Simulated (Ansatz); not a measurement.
# Abstraction of H: SiH2(OH)(SiH3) + GeH3 → SiH2(OH)(SiH2) + GeH4

Gas-phase species: SiH2(OH)(SiH3) (disilanol), singlet; GeH3 `[GeH3]`, doublet; SiH2(OH)(SiH2), doublet; GeH4 (germane) `[GeH4]`, singlet. A radical takes H: the energy is the difference in strength between the Si–H bond broken and the Ge–H bond made.

Shapes, held fixed at every level: PBE0-D4/def2-TZVP. Flexible molecules stand in one conformer, not always the lowest. Programs: Ansatz 0.2.0. The zero-point and thermal change to 298 K, harmonic and unscaled (PBE0-D4/def2-TZVP), is +0.3 kJ/mol.

```tsv
level	kind	ΔH(298 K) (kJ/mol)	less CCSD(T)/def2-TZVPP
MP2/def2-SVP	perturbation theory	+10.8	+0.6
MP2/def2-TZVPP	perturbation theory	+11.3	+1.1
r2SCAN-D4/def2-TZVPP	meta-GGA	+7.4	-2.8
BHLYP-D4/def2-TZVPP	global hybrid	+14.1	+3.9
wB97M-V/def2-TZVPP	range-separated hybrid	+18.8	+8.6
CCSD/def2-TZVPP	coupled cluster or CI	+10.9	+0.7
CCSD(T)/def2-TZVPP	coupled cluster or CI	+10.2	0.0
```

The highest level, CCSD(T)/def2-TZVPP, gives ΔH(298 K) = +10.2 kJ/mol; the levels span +7.4 to +18.8. The column of differences is taken from that level and isn't an error. No measured value is set beside it here. Open shells run unrestricted. Relativity is left out for Ge. Outer-core shells of Ge are correlated, in sets that cover them unevenly.

Hydrogen transfer from the terminal silyl group to germyl is endothermic at every level, by +10.2 kJ/mol with CCSD(T), so the Si–H bond broken is modestly stronger than the Ge–H bond made. The main reason is the more diffuse valence shell of germanium, which overlaps less well with hydrogen 1s. The gap is probably narrowed by the silicon neighbour of the new radical centre, since delocalisation into adjacent σ bonds stabilises a silyl radical and weakens the Si–H bond that forms it.

One X–H bond replaces another and the number of unpaired electrons is unchanged, so much of the correlation energy should cancel. The closeness of MP2 and CCSD to CCSD(T) fits this. The density functionals scatter more widely, with wB97M-V giving the largest endothermicity, so they support the direction of the reaction better than its exact size. The reaction enthalpy alone doesn't show whether this hydrogen is abstracted faster than those on the hydroxyl-bearing silicon.
